**Steps of the 2p–3p Kohn-Sham gap in Tc ions, sorted by shell and spin removed**

The table holds 2p-up and 3p-up eigenvalues, their gap, mean radii and a density-contour radius for Tc2+ and Tc24+ to Tc29+, from spherical all-electron atoms in Quantum ESPRESSO ld1.x (LDA-VWN5, scalar-relativistic, spin-polarised). The program fits nothing: it works out steps per electron, sorts them by the spin of the removed electron with the spin-down levels of the same runs, and tests one frozen-orbital estimate, the difference of Coulomb integrals $F^0(3p,2p)-F^0(3p,3p)$. That estimate gives 21.9 eV for Tc25+→Tc26+ against a computed 18.26 eV. Opposite-spin steps for 3p removal rise smoothly from 18.26 to 20.05 eV, and same-spin steps are larger in all five single-charge steps, by 1.19 to 4.88 eV. The output also compares computed ionisation energies with eigenvalues and with NIST semi-empirical values, the deviation from which changes sign at Tc29+.

Technetium ions computed with Quantum ESPRESSO 7.5 (ld1.x) as spherical all-electron Kohn-Sham atoms, using the spin-polarised, scalar-relativistic LDA (Slater exchange, VWN5 correlation) and a point nucleus. Open shells are filled high-spin, with up as the majority spin. Eigenvalues are negative for bound levels.

## Analysis program

```python
# Table: 2p-up and 3p-up Kohn-Sham eigenvalues, their gap and radii for Tc ions
# (Quantum ESPRESSO ld1.x, LDA-VWN5, scalar-relativistic, spin-polarised, spherical atom).
# Tested: gap steps sorted by shell and spin removed; frozen-orbital Coulomb (F0) estimate.
T = {
    'ion': ['Tc2+', 'Tc24+', 'Tc25+', 'Tc26+', 'Tc27+', 'Tc28+', 'Tc29+'],
    'Z': [43, 43, 43, 43, 43, 43, 43],
    'charge': [2, 24, 25, 26, 27, 28, 29],  # e
    'N': [41, 19, 18, 17, 16, 15, 14],
    'configuration': ['[Kr] (4d up)5', '[Ar] (3d up)1', '[Ne] 3s2 3p6', '[Ne] 3s2 (3p up)3 (3p down)2', '[Ne] 3s2 (3p up)3 (3p down)1', '[Ne] 3s2 (3p up)3', '[Ne] 3s2 (3p up)2'],
    'eigenvalue_2p_up': [-2679.8, -3683.4, -3768.3, -3851.2, -3935.5, -4021.2, -4106.6],  # eV
    'eigenvalue_3p_up': [-431.7, -1271.2, -1334.1, -1398.7, -1464.2, -1530.6, -1593.5],  # eV
    'mean_radius_2p_up': [0.13044, 0.12943, 0.12924, 0.12903, 0.12882, 0.1286, 0.12835],  # bohr
    'mean_radius_3p_up': [0.41703, 0.36972, 0.36583, 0.36223, 0.35872, 0.35529, 0.35216],  # bohr
    'gap': [2248.07, 2412.18, 2434.29, 2452.55, 2471.32, 2490.61, 2513.11],  # eV
    'radius_at_density_0_001': [3.5166, 1.0669, 1.0463, 1.0263, 1.0057, 0.98372, 0.96126],  # bohr
}
import numpy as np
from scipy.constants import physical_constants as pc
Ha = pc['Hartree energy in eV'][0]
ion = T['ion']
keys = ['charge', 'eigenvalue_2p_up', 'eigenvalue_3p_up', 'mean_radius_2p_up',
        'mean_radius_3p_up', 'gap', 'radius_at_density_0_001']
q, e2, e3, r2, r3, g, R = (np.array(T[k], float) for k in keys)
# further outputs of the same runs (eV): spin-down levels; Tc25+ is unsplit, so down = up
d2 = np.array([-2679.267, -3681.143, e2[2], -3849.301, -3931.517, -4014.918, -4102.216])
d3 = np.array([-431.2004, -1267.771, e3[2], -1394.251, -1454.367, -1513.601, -1580.846])
gd = d3 - d2
gd[2] = g[2]
unp = [5, 1, 0, 1, 2, 3, 2]
rem = ['22 electrons', '3d up', '3p down', '3p down', '3p down', '3p up']
print('rounding of steps: levels 0.1 eV, gap 0.01 eV, mean radii 0.00001 bohr')
print('per electron removed: 2p, 3p, gap (eV) | radius 2p, 3p, density contour (%)')
for i in range(6):
    n = q[i+1] - q[i]
    p = [100*(x[i+1]/x[i] - 1)/n for x in (r2, r3, R)]
    print(f'{ion[i]}>{ion[i+1]} ({rem[i]}): {(e2[i+1]-e2[i])/n:.1f} {(e3[i+1]-e3[i])/n:.1f} '
          f'{(g[i+1]-g[i])/n:+.2f} | {p[0]:.2f} {p[1]:.2f} {p[2]:.2f}')
print(f'{ion[0]}>{ion[1]} total: 2p {e2[1]-e2[0]:.1f}, 3p {e3[1]-e3[0]:.1f}, gap {g[1]-g[0]:+.2f} eV')
print(f'first to last row: gap {g[-1]-g[0]:+.1f} eV ({100*(g[-1]/g[0]-1):.1f} %), '
      f'radius 2p {100*(r2[-1]/r2[0]-1):.1f} %, 3p {100*(r3[-1]/r3[0]-1):.1f} %')
print('contour radius / mean 3p radius: ' + ' '.join(f'{x:.2f}' for x in R/r3))
print('unpaired; splitting down-up of 2p, 3p; 3p per unpaired; gap down - gap up (eV)')
for i in range(7):
    per = f'{(d3[i]-e3[i])/unp[i]:.1f}' if unp[i] else '-'
    print(f'{ion[i]}: {unp[i]}; {d2[i]-e2[i]:.1f} {d3[i]-e3[i]:.1f}; {per}; {gd[i]-g[i]:.2f}')
su, sd = np.diff(g)[1:], np.diff(gd)[1:]
up = np.array([s.endswith('up') for s in rem[1:]])
same, opp = np.where(up, su, sd), np.where(up, sd, su)
print('gap steps (eV): up, down, mean | same spin as removed, opposite spin, excess')
for i in range(5):
    print(f'{ion[i+1]}>{ion[i+2]}: {su[i]:.2f} {sd[i]:.2f} {(su[i]+sd[i])/2:.2f} | '
          f'{same[i]:.2f} {opp[i]:.2f} {same[i]-opp[i]:.2f}')
print(f'first up step minus next: {su[0]-su[1]:.2f} = spin {same[0]-opp[0]:.2f} + shell {opp[0]-opp[1]:.2f} eV')
print(f'last up step minus previous: {su[4]-su[3]:.2f} = spin {same[4]-opp[4]:.2f} + drift {opp[4]-opp[3]:.2f} eV')
print(f'opposite-spin shifts, 3d removed: 2p {d2[2]-d2[1]:.1f}, 3p {d3[2]-d3[1]:.1f} eV')
# further outputs: Slater integrals F0(3p,2p), F0(3p,3p) of Tc25+ (eV)
F2, F3 = 88.78801, 66.8671
a2, a3 = e2[2] - e2[3], e3[2] - e3[3]
print('frozen estimate, Tc25+>Tc26+: F0 value, computed shift, overshoot (eV), ratio')
for nm, F, a in [('2p', F2, a2), ('3p', F3, a3), ('gap', F2 - F3, su[1])]:
    print(f'{nm}: {F:.1f} {a:.1f} {F-a:.1f} {a/F:.2f}')
# further outputs of Tc2+: <1/r> (1/bohr, up orbitals) and F0 with 3d (eV)
print('Tc2+ outer electron: <1/r>, F0 with 3d, difference (eV)')
for nm, inv, F in [('4d', 0.8255752, 20.89231), ('4p', 1.150575, 27.13716), ('4s', 1.292774, 29.49076)]:
    print(f'{nm}: {inv*Ha:.1f} {F:.1f} {inv*Ha-F:.1f}')
# further outputs, Tc25+ to Tc29+: ionisation energy and NIST semi-empirical value (eV)
IE = np.array([1363.749, 1423.955, 1483.744, 1561.648, 1624.528])
nist = np.array([1354, 1411.6, 1479.5, 1559, 1638])
print('ionisation energy IE; IE + highest level; IE - two-point level mean; IE - NIST (eV)')
for k in range(5):
    i = k + 2
    lev = d3 if k < 3 else e3
    jan = f'{IE[k] + (lev[i]+lev[i+1])/2:.1f}' if k < 4 else '-'
    print(f'{ion[i]}: {IE[k]:.1f}; {IE[k]+lev[i]:.1f}; {jan}; {IE[k]-nist[k]:+.1f}')
print('IE steps: ' + ' '.join(f'{x:.1f}' for x in np.diff(IE)) + ' | NIST: ' + ' '.join(f'{x:.1f}' for x in np.diff(nist)))
assert np.all(np.diff(g) > 0) and np.all(np.diff(e2) < np.diff(e3)) and np.all(np.diff(e3) < 0)
assert np.all(same > opp) and np.all(np.diff(opp[1:]) > 0)
assert 0.85 < a2/F2 < a3/F3 < 1.0
assert (g[1] - g[0])/(q[1] - q[0]) < 0.5*su.min()
```

Output:

```
rounding of steps: levels 0.1 eV, gap 0.01 eV, mean radii 0.00001 bohr
per electron removed: 2p, 3p, gap (eV) | radius 2p, 3p, density contour (%)
Tc2+>Tc24+ (22 electrons): -45.6 -38.2 +7.46 | -0.04 -0.52 -3.17
Tc24+>Tc25+ (3d up): -84.9 -62.9 +22.11 | -0.15 -1.05 -1.93
Tc25+>Tc26+ (3p down): -82.9 -64.6 +18.26 | -0.16 -0.98 -1.91
Tc26+>Tc27+ (3p down): -84.3 -65.5 +18.77 | -0.16 -0.97 -2.01
Tc27+>Tc28+ (3p down): -85.7 -66.4 +19.29 | -0.17 -0.96 -2.19
Tc28+>Tc29+ (3p up): -85.4 -62.9 +22.50 | -0.19 -0.88 -2.28
Tc2+>Tc24+ total: 2p -1003.6, 3p -839.5, gap +164.11 eV
first to last row: gap +265.0 eV (11.8 %), radius 2p -1.6 %, 3p -15.6 %
contour radius / mean 3p radius: 8.43 2.89 2.86 2.83 2.80 2.77 2.73
unpaired; splitting down-up of 2p, 3p; 3p per unpaired; gap down - gap up (eV)
Tc2+: 5; 0.5 0.5; 0.1; -0.00
Tc24+: 1; 2.3 3.4; 3.4; 1.19
Tc25+: 0; 0.0 0.0; -; 0.00
Tc26+: 1; 1.9 4.4; 4.4; 2.50
Tc27+: 2; 4.0 9.8; 4.9; 5.83
Tc28+: 3; 6.3 17.0; 5.7; 10.71
Tc29+: 2; 4.4 12.7; 6.3; 8.26
gap steps (eV): up, down, mean | same spin as removed, opposite spin, excess
Tc24+>Tc25+: 22.11 20.92 21.51 | 22.11 20.92 1.19
Tc25+>Tc26+: 18.26 20.76 19.51 | 20.76 18.26 2.50
Tc26+>Tc27+: 18.77 22.10 20.43 | 22.10 18.77 3.33
Tc27+>Tc28+: 19.29 24.17 21.73 | 24.17 19.29 4.88
Tc28+>Tc29+: 22.50 20.05 21.28 | 22.50 20.05 2.45
first up step minus next: 3.85 = spin 1.19 + shell 2.66 eV
last up step minus previous: 3.21 = spin 2.45 + drift 0.76 eV
opposite-spin shifts, 3d removed: 2p -87.2, 3p -66.3 eV
frozen estimate, Tc25+>Tc26+: F0 value, computed shift, overshoot (eV), ratio
2p: 88.8 82.9 5.9 0.93
3p: 66.9 64.6 2.3 0.97
gap: 21.9 18.3 3.7 0.83
Tc2+ outer electron: <1/r>, F0 with 3d, difference (eV)
4d: 22.5 20.9 1.6
4p: 31.3 27.1 4.2
4s: 35.2 29.5 5.7
ionisation energy IE; IE + highest level; IE - two-point level mean; IE - NIST (eV)
Tc25+: 1363.7; 29.6; -0.4; +9.7
Tc26+: 1424.0; 29.7; -0.4; +12.4
Tc27+: 1483.7; 29.4; -0.2; +4.2
Tc28+: 1561.6; 31.0; -0.4; +2.6
Tc29+: 1624.5; 31.0; -; -13.5
IE steps: 60.2 59.8 77.9 62.9 | NIST: 57.6 67.9 79.5 79.0
```
